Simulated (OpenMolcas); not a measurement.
# How basis sets differ on CH5FOSn (SMILES FC[O][SnH3])

The species is CH5FOSn (9 atoms), meant as a singlet with charge 0. As SMILES, `FC[O][SnH3]`. The shape is that of a PBE0-D4/def2-TZVP optimisation. This is one conformer, not always the lowest.

```xyz
9

F    -0.5968    1.7542    0.0315
C    -1.2915    0.5661    0.2778
O    -0.7360   -0.4634   -0.4050
Sn    1.2393   -0.7015   -0.3197
H    -1.2588    0.4340    1.3693
H    -2.3191    0.7246   -0.0661
H     1.6901   -0.3903    1.2948
H     1.4078   -2.3331   -0.7653
H     1.9535    0.3631   -1.4344
```

Quantity: the dipole moment, in D. The values are calculated.

```json
{"level": "HF/STO-3G", "kind": "Hartree–Fock", "program": "OpenMolcas", "value (D)": "1.69"}
{"level": "HF/3-21G", "kind": "Hartree–Fock", "program": "OpenMolcas", "value (D)": "1.86"}
{"level": "HF/def2-SVP (core potential)", "kind": "Hartree–Fock", "program": "OpenMolcas", "value (D)": "1.90"}
{"level": "HF/ANO-RCC-VDZP (DKH2, RICD fitting)", "kind": "Hartree–Fock", "program": "OpenMolcas", "value (D)": "2.06"}
```

All-electron rows without a relativistic Hamiltonian named are non-relativistic, while core potentials hold scalar relativity, so basis and relativity change together. The values span 1.69 to 2.06 D. Magnitudes only. Sets without polarisation functions give poor dipoles.

The dipole moment rises along the series, from 1.69 D in the minimal basis to 2.06 D with the ANO set. The molecule's polarity comes mainly from the C–F and Sn–O bonds, whose moments add as vectors in this gauche arrangement. A minimal basis has one fixed radial function per valence orbital, so the density around fluorine and oxygen cannot expand as they gain charge; this probably explains the low STO-3G value.

The small change from 3-21G to def2-SVP does not show that polarisation functions or relativity matter little, since their effects may partly cancel. The further rise to the ANO set is more telling, because both of these levels include scalar relativity and polarisation functions. It suggests sensitivity to the radial flexibility and outer tails of the basis, although the treatment of the tin core may also contribute. The series shows no levelling off, so 2.06 D cannot be taken as the Hartree–Fock limit, and electron correlation, which often reduces the polarity of such bonds, could shift the moment the other way.
